**Question: Why does the 4d spin-orbit splitting of rhodium ions grow so slowly, and why does it dip at the first ionisation?**

I have computed the 4d shell of rhodium from the neutral atom to Rh$^{8+}$, once with Dirac-Fock and once with non-relativistic Hartree-Fock plus first-order spin-orbit coupling.

Rh to Rh8+, B-spline radial atomic code version 1: Dirac-Coulomb (Fermi nucleus) and non-relativistic (point nucleus) Hartree-Fock, averaged over the nl configuration, basis-set limit. ζ is (α²/2)<(1/r) dV/dr> on the non-relativistic orbital, V being the nuclear and Hartree field without the orbital's own charge. Dirac splittings exclude the zero-frequency Breit change.

| species | Z | charge (e) | electrons | configuration | ε(4d), non-rel. (eV) | ε(4d5/2) − ε(4d3/2) (eV) | (l+1/2) ζ(4d) (eV) | Dirac / first order | <r⁻³>(4d), non-rel. (bohr⁻³) | Breit change of the splitting (eV) |
| --- | --- | --- | --- | --- | --- | --- | --- | --- | --- | --- |
| Rh | 45 | 0 | 45 | [Kr] 4d8 5s1 | -12.1372 | 0.4461 | 0.3792 | 1.176 | 6.104 | -0.0151 |
| Rh+ | 45 | 1 | 44 | [Kr] 4d8 | -19.5703 | 0.4450 | 0.3851 | 1.156 | 6.198 | -0.0153 |
| Rh2+ | 45 | 2 | 43 | [Kr] 4d7 | -32.6859 | 0.4631 | 0.4253 | 1.089 | 6.829 | -0.0166 |
| Rh3+ | 45 | 3 | 42 | [Kr] 4d6 | -47.2105 | 0.4913 | 0.4665 | 1.053 | 7.474 | -0.0180 |
| Rh4+ | 45 | 4 | 41 | [Kr] 4d5 | -62.9161 | 0.5247 | 0.5090 | 1.031 | 8.133 | -0.0195 |
| Rh5+ | 45 | 5 | 40 | [Kr] 4d4 | -79.6632 | 0.5613 | 0.5525 | 1.016 | 8.808 | -0.0211 |
| Rh6+ | 45 | 6 | 39 | [Kr] 4d3 | -97.3592 | 0.6002 | 0.5973 | 1.005 | 9.498 | -0.0227 |
| Rh7+ | 45 | 7 | 38 | [Kr] 4d2 | -115.939 | 0.6411 | 0.6433 | 0.997 | 10.20 | -0.0245 |
| Rh8+ | 45 | 8 | 37 | [Kr] 4d1 | -135.356 | 0.6836 | 0.6905 | 0.990 | 10.93 | -0.0263 |

Three things puzzle me. Spin-orbit coupling is supposed to be steep in the effective charge, yet eight ionisations raise the Dirac splitting by only about half. Taking away the 5s electron makes the Dirac splitting slightly smaller, although the first-order value goes up. And the ratio of the two falls steadily from 1.176 to 0.990. I would have expected first-order theory to do worst in the highly charged ions, where the coupling is strongest. Is it really becoming exact there?

**Answer**

A limit on the use of these numbers comes first. The Dirac splitting is a difference of two orbital eigenvalues in an atom averaged over its configuration, without correlation. In an open shell it contains exchange and relaxation as well as spin-orbit coupling, so it should not be compared directly with a measured fine-structure interval. That mixture is also the key to your second and third puzzles.

**Where the coupling arises**

A 4d electron spends most of its time in the outer lobe of its orbital, but its spin-orbit coupling arises mainly in the small inner part. There the field of the nucleus is strong and little screened. Ionisation hardly alters that inner region. It alters how much of the 4d electron is found there.

The first-order parameter $\zeta$ is $\alpha^2/2$ times the mean of $(1/r)\,dV/dr$, in atomic units, where $\alpha$ is the fine-structure constant and $V$ the potential energy in the central field. By Gauss's law, $dV/dr$ at radius $r$ is the nuclear charge less the electrons enclosed, divided by $r^2$. Hence

$$\zeta=\frac{\alpha^2}{2}\,Z_i\,\langle r^{-3}\rangle ,$$

where $Z_i$ is the charge inside the electron's position, averaged with the weight $r^{-3}$. For a d shell the first-order splitting is $(l+1/2)\zeta=2.5\,\zeta$.

Dividing the first-order column by the $\langle r^{-3}\rangle$ column gives $Z_i=34.3$ for Rh and 34.9 for Rh$^{8+}$. This is only a rearrangement of the definition, but it is informative. Some ten or eleven of the electrons screen the nucleus where the coupling arises, and eight ionisations change $Z_i$ by less than 2 %. The charge that you raise by ionising is not the charge that enters here. Nearly all the growth of the first-order splitting, a factor of 1.82, comes from $\langle r^{-3}\rangle$, which grows by 1.79.

**Why $\langle r^{-3}\rangle$ grows, and why only gently**

Each 4d electron removed takes some repulsion out of the shell. The outer lobe draws in, and the inner part gains weight. Further output of the same calculations lets us check this picture between Rh$^+$ and Rh$^{7+}$. The mean radius of 4d falls by 22 %, while $\langle r^{-3}\rangle$ of the 3d shell, which lies deeper, rises by only 0.4 %. The inner field has therefore barely changed.

If the whole 4d orbital shrank in proportion, $\langle r^{-3}\rangle$ would go as the inverse cube of the mean radius. Between these two ions it goes roughly as the inverse square. That fits an orbital whose outer lobe contracts while its inner part keeps its shape and gains amplitude. The reason for the fixed shape is a standard argument: close to the nucleus the potential is so deep that even a change of the orbital energy by nearly a hundred eV matters little there.

From Rh$^+$ onwards each ionisation adds between 0.63 and 0.73 bohr$^{-3}$ to $\langle r^{-3}\rangle$. The steps are nearly equal, so they shrink as percentages, from 10 % to 7 %.

Hydrogen-like formulas miss this. With the bare nuclear charge, $Z^3/960$ for a 4d orbital gives 95 bohr$^{-3}$, about sixteen times the value for Rh and nine times that for Rh$^{8+}$. The Landé-type formula combines $Z_i$ with the net charge felt outside the ion and an effective quantum number taken from the orbital energy. It gives a third of the computed $\langle r^{-3}\rangle$ for Rh and three quarters for Rh$^{8+}$, and so predicts a growth of 4.2 instead of 1.8. It assumes an electron that lives mostly outside the rest of the ion. A 4d electron among other 4d electrons does not, though the picture becomes less bad as the shell empties.

**What the Dirac splitting contains in addition**

Spin-orbit coupling lowers 4d$_{3/2}$ and raises 4d$_{5/2}$. It also changes their sizes: the first contracts a little and the second expands. In an ion with several 4d electrons this difference in size feeds back on the energies through exchange.

The feedback is easiest to see as the removal of self-repulsion. In Hartree-Fock theory, exchange cancels the repulsion of an electron with itself. The more compact 4d$_{3/2}$ orbital has the larger self-repulsion, so it gains more from the cancellation and moves down relative to 4d$_{5/2}$. The splitting is thereby enlarged. The first-order column cannot contain this, because it uses one common 4d orbital for both levels.

The size of the effect can be estimated without a fitted parameter:

1. In the usual average over a configuration with $q$ electrons in the d shell, an electron meets $q-1$ others spread evenly over the nine remaining places. Every interaction within the shell then carries the weight $w=(q-1)/9$. One can write the shell's field as $w$ times the direct repulsion of all ten places, less $w$ times the exchange.

2. Spin-orbit coupling shifts the four 4d$_{3/2}$ places by $-\tfrac32\zeta$ and the six 4d$_{5/2}$ places by $+\zeta$. These shifts add up to zero over the shell. To first order so do the changes of density that they cause, and the direct field stays as it was.

3. Exchange does not average out in this way. Its largest, spherical part connects each place only with itself, which is the self-repulsion just described.

4. To first order an eigenvalue responds to a change of the field, not to the change of its own orbital within that field. Only half of the change in self-repulsion therefore counts.

If $F^0$ is the spherical repulsion integral of two 4d electrons and $\delta$ the relative difference in mean radius between 4d$_{5/2}$ and 4d$_{3/2}$, the extra splitting is about

$$\Delta\approx\frac{q-1}{9}\,\frac{F^0\,\delta}{2}.$$

This takes $F^0$ to vary as the inverse of the radius. For Rh$^{7+}$, where the relativistic integrals are at hand, $F^0$ does fall by the same 0.66 % by which the radius rises.

Take Rh$^+$, with $q=8$. Further output of the calculation gives $F^0=0.605$ hartree, or 16.5 eV, and mean radii of 1.510 and 1.532 bohr, so that $\delta=1.45$ %. Half of 16.5 eV × 0.0145 is 0.12 eV, and multiplying by 7/9 gives 0.093 eV.

To compare this with the table we need a reference without any 4d partner. Rh$^{8+}$, with a single 4d electron, is such a case, and its ratio is 0.990. If that ratio is carried over to Rh$^+$, the excess is 0.4450 − 0.990 × 0.3851 = 0.064 eV. The estimate has the right sign and order of magnitude but is about 45 % too large.

**Why the ratio falls with charge**

Two things weaken the exchange effect as the ion is stripped. There are fewer 4d partners, and the remaining electrons are held more stiffly. The second point can be seen in the radii. The first-order splitting of Rh$^{7+}$ is much larger than that of Rh$^+$, yet its two 4d orbitals differ in mean radius by only 0.66 %, against 1.45 %. A tightly bound orbital yields less, even to a stronger push. This fading exchange part is why the Dirac splitting grows by only about half over the whole series, while the first-order value grows by about four fifths.

From Rh$^{7+}$ back to Rh$^+$ the number of partners rises from one to seven. The excess in the table rises fifteenfold, and the estimate above rises twelvefold. Counting partners alone would give only a factor of seven.

In relative terms the estimate is worse for Rh$^{7+}$ than for Rh$^+$. With the smaller, non-spherical exchange terms included it gives 0.0078 eV, where the table gives 0.0042 eV. A slightly different reference ratio could close that gap, but not the one for Rh$^+$, where the ratio would have to be near 0.915 instead of 0.990. The estimate leaves out exchange with the inner shells, which spin-orbit coupling splits as well, and $\zeta$ leaves out two-electron spin-orbit exchange. Either may contribute to the discrepancy. So may the assumed inverse link between $F^0$ and the radius, which was checked only for Rh$^{7+}$. These data do not settle it.

The same two influences can be put into a purely descriptive formula. Let the ratio be 0.990 plus a constant times $(q-1)$ times a power of the non-relativistic 4d binding energy. A straight-line fit of logarithms to Rh$^+$ through Rh$^{7+}$ gives a power of −0.72 and reproduces those seven ratios within 0.0008. The exponent is empirical, and the neutral atom, which was left out of the fit, shows that binding energy is only a stand-in for stiffness. There the formula gives a ratio too high by 0.05.

Could the falling ratio instead be a matter of higher-order relativity? The nuclear charge is the same in every row, and so, nearly, is the inner region where relativity acts. The Dirac value of $\langle r^{-3}\rangle$, averaged over the two levels, exceeds the non-relativistic one by 0.5 % in Rh$^+$ and by 1.4 % in Rh$^{7+}$. That is far too little to explain a ratio of 1.156 in Rh$^+$, and it changes in the wrong direction.

**The dip from Rh to Rh$^+$**

This step removes the 5s electron and leaves all eight 4d electrons in place. Most of the 5s charge lies outside the 4d shell. Charge outside a sphere shifts the potential within it but exerts no force there. Accordingly the 4d energy drops by more than 7 eV, while $\langle r^{-3}\rangle$ rises by only 1.5 %.

The first-order splitting therefore gains just 0.0059 eV. At the same time the amount by which the Dirac value exceeds it shrinks by 0.0070 eV, and the net change is −0.0011 eV. The dip is small but larger than the rounding of the table.

The table shows this balance but not its cause. A plausible reason is that the 5s electron acts on the outer tail of 4d, the part that yields most easily to spin-orbit coupling. With 5s present the tail is looser, the two 4d orbitals can differ more in size, and the exchange contribution is larger. The slightly smaller $\langle r^{-3}\rangle$ of the neutral atom fits a 4d shell that is a little more extended there, but does not prove the rest of the argument. The radii of the two Dirac orbitals of the neutral atom would test it.

The next ionisation removes a 4d electron. The excess over first order again shrinks, by 0.022 eV, but the first-order splitting now gains 0.040 eV and wins. From Rh$^+$ onwards the Dirac splitting rises at every step.

**Is first-order theory exact near Rh$^{7+}$?**

No. The ratio passes through 1 between Rh$^{6+}$ and Rh$^{7+}$ because a shrinking positive exchange contribution meets a small deficit, about 1 % in Rh$^{8+}$. That deficit may again reflect the exchange missing from $\zeta$, but this is a guess.

The Breit interaction, the magnetic and retarded part of the repulsion between electrons, shows how accidental the crossing is. It lowers the splitting by about 4 % of the first-order value in every row. Once it is added, the ratio is (0.4913 − 0.0180)/0.4665 = 1.015 for Rh$^{3+}$ and (0.5247 − 0.0195)/0.5090 = 0.993 for Rh$^{4+}$, so the crossing moves by three charges. The dip at Rh$^+$ remains.

For a neighbouring 4d ion, ask two questions. How much does the change of charge or configuration draw the 4d shell inwards? That sets the first-order splitting. How many 4d partners are there, and how loosely is the shell held? That sets how far the difference of Dirac eigenvalues lies above it. Removing a d electron acts strongly on both, whereas removing the outer s electron of rhodium changed both only a little. In either case the first-order splitting rises while the excess over it falls, and the larger change decides.
